**Equation of state of fcc iridium: prediction of two expanded volumes**

The table holds pressure and free energy less spherical unpolarised atoms for fcc Ir at ten volumes, from all-electron LAPW with PBE, scalar-relativistic and without spin-orbit coupling (Ansatz 0.2.0). The program fits the Birch-Murnaghan, Vinet and Murnaghan equations to the eight compressed pressures, integrates them to check the energies, and predicts the two withheld expanded rows with error bars. Birch-Murnaghan gives $V_0 = 14.49$ Å³, $B_0 = 348$ GPa and $B' = 5.0$, and its integral reproduces the eight known energies within about 0.5 meV. The withheld pressures are missed by 0.011 and 0.031 GPa and the energies by 0.3 and 0.7 meV, all inside the printed bars; the computed pressures lie between Birch-Murnaghan and Vinet, while Murnaghan overstates the tension. The output also gives the change of the energy components under compression and the scaling of the zone-centre d splitting with distance.

Ansatz 0.2.0, all-electron LAPW, for fcc Ir with scalar-relativistic PBE without spin polarisation, a 15×15×15 k mesh, Fermi-Dirac smearing of 0.05 eV, a Gaussian nucleus and a basis error target of 0.5 meV/atom. Pressure is positive in compression, and the energy is the free energy, smearing entropy included, less that of spherical, unpolarised free atoms.

## Program and output

```python
# Table: fcc Ir, pressure and free energy less spherical unpolarised atoms against volume;
# Ansatz 0.2.0, all-electron LAPW, PBE, scalar-relativistic, no spin-orbit coupling.
# Tested: Birch-Murnaghan (BM), Vinet and Murnaghan forms fitted to known pressures, then predictions.
T = {
    'vol': [13.3, 13.307, 13.583, 13.866, 14.008, 14.149, 14.291, 14.432, 14.715, 14.998],  # Å³/atom
    'd_min': [2.659, 2.66, 2.678, 2.697, 2.706, 2.715, 2.724, 2.733, 2.751, 2.768],  # Å
    'pressure': [37.09, 36.81, 26.55, 17.17, 12.89, 8.85, 5.04, 1.45, -5.12, -10.95],  # GPa
    'energy_less_free_atoms': [-9.12, -9.121, -9.176, -9.214, -9.228, -9.237, -9.243, -9.246, -9.243, -9.229],  # eV/atom
}
HELD = [8, 9]  # rows withheld from the fit
import numpy as np
from scipy.optimize import curve_fit
from scipy.integrate import quad
from scipy.constants import e
c = 1e-21 / e  # GPa*A^3 -> eV
base = 14.14914  # base volume, further output of the same runs; cells are base times a scale factor
V = base * np.round(np.array(T['vol'], float) / base, 4)
P = np.array(T['pressure'], float); E = np.array(T['energy_less_free_atoms'], float)
k = np.array([i for i in range(len(V)) if i not in HELD])
def bm(v, V0, B, Bp):
    x = (V0 / v) ** (1 / 3); return 1.5 * B * (x**7 - x**5) * (1 + 0.75 * (Bp - 4) * (x * x - 1))
def vinet(v, V0, B, Bp):
    x = (v / V0) ** (1 / 3); return 3 * B * (1 - x) / x**2 * np.exp(1.5 * (Bp - 1) * (1 - x))
def murn(v, V0, B, Bp): return B / Bp * ((V0 / v) ** Bp - 1)
def ebm(v, E0, V0, B, Bp):
    y = (V0 / v) ** (2 / 3); return E0 + 9 * V0 * B * c / 16 * ((y - 1)**3 * Bp + (y - 1)**2 * (6 - 4 * y))
forms = {'BM': bm, 'Vinet': vinet, 'Murnaghan': murn}
g0 = [14.5, 350, 5]; Pm = {}; Em = {}; fit = {}
print('rounding: P 0.005 GPa, E 0.5 meV; basis error target 0.5 meV; volumes restored from scale factors')
for n, f in forms.items():
    p, cov = curve_fit(f, V[k], P[k], g0); fit[n] = (p, cov); s = np.sqrt(np.diag(cov))
    dE = np.array([-c * quad(f, p[0], v, args=tuple(p))[0] for v in V])
    E0 = np.mean(E[k] - dE[k]); Pm[n] = f(V, *p); Em[n] = E0 + dE; r = Pm[n][k] - P[k]
    print(f'{n}: V0 {p[0]:.4f}+-{s[0]:.4f} A^3, B0 {p[1]:.1f}+-{s[1]:.1f} GPa, Bp {p[2]:.2f}+-{s[2]:.2f}, E0 {E0:.4f} eV, rms {np.sqrt(np.mean(r**2)):.4f}, worst {abs(r).max():.4f} GPa')
p, cov = fit['BM']; E0 = np.mean(E[k] - ebm(V[k], 0, *p)); a0 = (4 * p[0]) ** (1 / 3)
print(f'BM minimum: cube edge {a0:.3f} A, contact {a0/np.sqrt(2):.3f} A; B0-Bp correlation {cov[1,2]/np.sqrt(cov[1,1]*cov[2,2]):.2f}')
print('known rows: volume, contact (A), V-V0, BM minus table P (GPa), integrated minus table E (meV), E-E0 (meV)')
for i in k:
    print(f"{T['vol'][i]:.3f} {T['d_min'][i]:.3f} {V[i]-p[0]:+.3f} {Pm['BM'][i]-P[i]:+.4f} {1e3*(Em['BM'][i]-E[i]):+.2f} {1e3*(E[i]-E0):.1f}")
q, cq = curve_fit(ebm, V[k], E[k], [-9.25] + g0); sq = np.sqrt(np.diag(cq))
print(f'BM from energies alone: V0 {q[1]:.3f}+-{sq[1]:.3f}, B0 {q[2]:.0f}+-{sq[2]:.0f}, Bp {q[3]:.1f}+-{sq[3]:.1f}')
loc = lambda i, j: -0.5 * (V[i] + V[j]) * (P[j] - P[i]) / (V[j] - V[i])
print(f'local modulus: {loc(k[1],k[2]):.0f} GPa (13.307-13.583), {loc(k[-2],k[-1]):.0f} GPa (14.291-14.432)')
for n, f in forms.items():
    b = curve_fit(f, V[k[:-2]], P[k[:-2]], g0)[0]; m = f(V[k[-2:]], *b) - P[k[-2:]]
    print(f'back-test {n}, last two known rows hidden: miss {m[0]:+.3f}, {m[1]:+.3f} GPa')
# further outputs of the same runs (eV): rows 13.300 and 14.432
dT = 548835.12 - 548825.975; dU = -1024384.09 + 1024376.75; dX = -9476.88913 + 9475.20862
TS = (0.0072857, 0.008173); i0, i1 = k[0], k[-1]
print(f'14.432 -> 13.300: kinetic {dT:+.2f}, electrostatic {dU:+.2f}, xc {dX:+.2f}, sum {dT+dU+dX:+.2f} eV')
print(f"table energy change {E[i0]-E[i1]:+.3f} eV, pressure integral {Em['BM'][i0]-Em['BM'][i1]:+.4f} eV")
vir = 3 * c * (P[i0] * V[i0] - P[i1] * V[i1]) - (E[i0] - E[i1])
print(f'non-relativistic virial estimate of kinetic change {vir:+.2f} eV ({100*(vir/dT-1):+.1f} %)')
print(f'entropy term: exponent in V {np.log(TS[1]/TS[0])/np.log(V[i1]/V[i0]):.2f}, mean pressure {(TS[1]-TS[0])/(V[i1]-V[i0])/c:.2f} GPa')
# further outputs (eV): Gamma d levels, Fermi level, 4d core level at 13.583, 14.149, 14.432
sp = np.array([32.33563 - 29.4652, 30.79929 - 28.10776, 30.07513 - 27.46676])
nd = 3 * np.polyfit(np.log(V[[2, 5, 7]]), np.log(sp), 1)[0]
print(f'Gamma d splitting {sp[0]:.3f}, {sp[1]:.3f}, {sp[2]:.3f} eV; exponent in distance {nd:.2f} (tight binding -5)')
print(f'14.432 -> 13.583: Fermi level {33.66141-31.28525:+.2f} eV, 4d core level {254.26037-252.02157:+.2f} eV')
assert np.all(P[k] > 0) and np.all(np.diff(P[k]) < 0)
assert 4 < p[2] < 6 and p[0] > V[k].max()
assert abs(Em['BM'][k] - E[k]).max() < 1.5e-3
assert -6 < nd < -4
for i in HELD:
    J = np.array([(bm(V[i], *(p + 1e-5 * p * u)) - bm(V[i], *p)) / (1e-5 * p @ u) for u in np.eye(3)])
    st = 2 * np.sqrt(J @ cov @ J); sP = max(abs(Pm[n][i] - Pm['BM'][i]) for n in forms)
    bE = max(abs(Em[n][i] - Em['BM'][i]) for n in forms) + 1.0e-3
    line = P[i1] + (P[i1] - P[k[-2]]) / (V[i1] - V[k[-2]]) * (V[i] - V[i1])
    print(f"volume {T['vol'][i]:.3f} (V-V0 {V[i]-p[0]:+.3f}): BM {Pm['BM'][i]:.3f}, Vinet {Pm['Vinet'][i]:.3f}, Murnaghan {Pm['Murnaghan'][i]:.3f}, straight line {line:.2f} GPa")
    print(f"  predicted P {Pm['BM'][i]:.2f} +- {sP+st:.2f} GPa (spread {sP:.3f}, fit {st:.3f}); E {Em['BM'][i]:.4f} +- {bE:.4f} eV")
    print(f"  computed P {P[i]:.2f} GPa, miss {Pm['BM'][i]-P[i]:+.3f}; E {E[i]:.3f} eV, miss {1e3*(Em['BM'][i]-E[i]):+.1f} meV; E-E0 {1e3*(E[i]-E0):.1f} meV")
    print(f"  miss of Vinet {Pm['Vinet'][i]-P[i]:+.3f}, Murnaghan {Pm['Murnaghan'][i]-P[i]:+.3f}, straight line {line-P[i]:+.2f} GPa")
```

Output:

```
rounding: P 0.005 GPa, E 0.5 meV; basis error target 0.5 meV; volumes restored from scale factors
BM: V0 14.4916+-0.0002 A^3, B0 348.4+-0.2 GPa, Bp 5.02+-0.01, E0 -9.2463 eV, rms 0.0030, worst 0.0064 GPa
Vinet: V0 14.4918+-0.0001 A^3, B0 347.8+-0.2 GPa, Bp 5.13+-0.01, E0 -9.2463 eV, rms 0.0025, worst 0.0055 GPa
Murnaghan: V0 14.4912+-0.0003 A^3, B0 350.0+-0.4 GPa, Bp 4.78+-0.02, E0 -9.2463 eV, rms 0.0066, worst 0.0148 GPa
BM minimum: cube edge 3.870 A, contact 2.737 A; B0-Bp correlation -0.97
known rows: volume, contact (A), V-V0, BM minus table P (GPa), integrated minus table E (meV), E-E0 (meV)
13.300 2.659 -1.191 +0.0008 +0.22 126.3
13.307 2.660 -1.184 +0.0015 -0.41 125.3
13.583 2.678 -0.908 -0.0064 +0.21 70.3
13.866 2.697 -0.625 +0.0052 -0.23 32.3
14.008 2.706 -0.484 -0.0001 +0.51 18.3
14.149 2.715 -0.342 -0.0003 -0.07 9.3
14.291 2.724 -0.201 +0.0005 -0.19 3.3
14.432 2.733 -0.060 -0.0012 -0.04 0.3
BM from energies alone: V0 14.490+-0.023, B0 347+-31, Bp 5.3+-1.9
local modulus: 500 GPa (13.307-13.583), 364 GPa (14.291-14.432)
back-test BM, last two known rows hidden: miss -0.003, -0.006 GPa
back-test Vinet, last two known rows hidden: miss +0.003, +0.007 GPa
back-test Murnaghan, last two known rows hidden: miss -0.015, -0.035 GPa
14.432 -> 13.300: kinetic +9.15, electrostatic -7.34, xc -1.68, sum +0.12 eV
table energy change +0.126 eV, pressure integral +0.1263 eV
non-relativistic virial estimate of kinetic change +8.72 eV (-4.7 %)
entropy term: exponent in V 1.41, mean pressure 0.13 GPa
Gamma d splitting 2.870, 2.692, 2.608 eV; exponent in distance -4.74 (tight binding -5)
14.432 -> 13.583: Fermi level +2.38 eV, 4d core level +2.24 eV
volume 14.715 (V-V0 +0.223): BM -5.131, Vinet -5.112, Murnaghan -5.175, straight line -5.73 GPa
  predicted P -5.13 +- 0.06 GPa (spread 0.044, fit 0.013); E -9.2427 +- 0.0010 eV
  computed P -5.12 GPa, miss -0.011; E -9.243 eV, miss +0.3 meV; E-E0 3.3 meV
  miss of Vinet +0.008, Murnaghan -0.055, straight line -0.61 GPa
volume 14.998 (V-V0 +0.506): BM -10.981, Vinet -10.931, Murnaghan -11.097, straight line -12.91 GPa
  predicted P -10.98 +- 0.14 GPa (spread 0.116, fit 0.022); E -9.2283 +- 0.0012 eV
  computed P -10.95 GPa, miss -0.031; E -9.229 eV, miss +0.7 meV; E-E0 17.3 meV
  miss of Vinet +0.019, Murnaghan -0.147, straight line -1.96 GPa
```
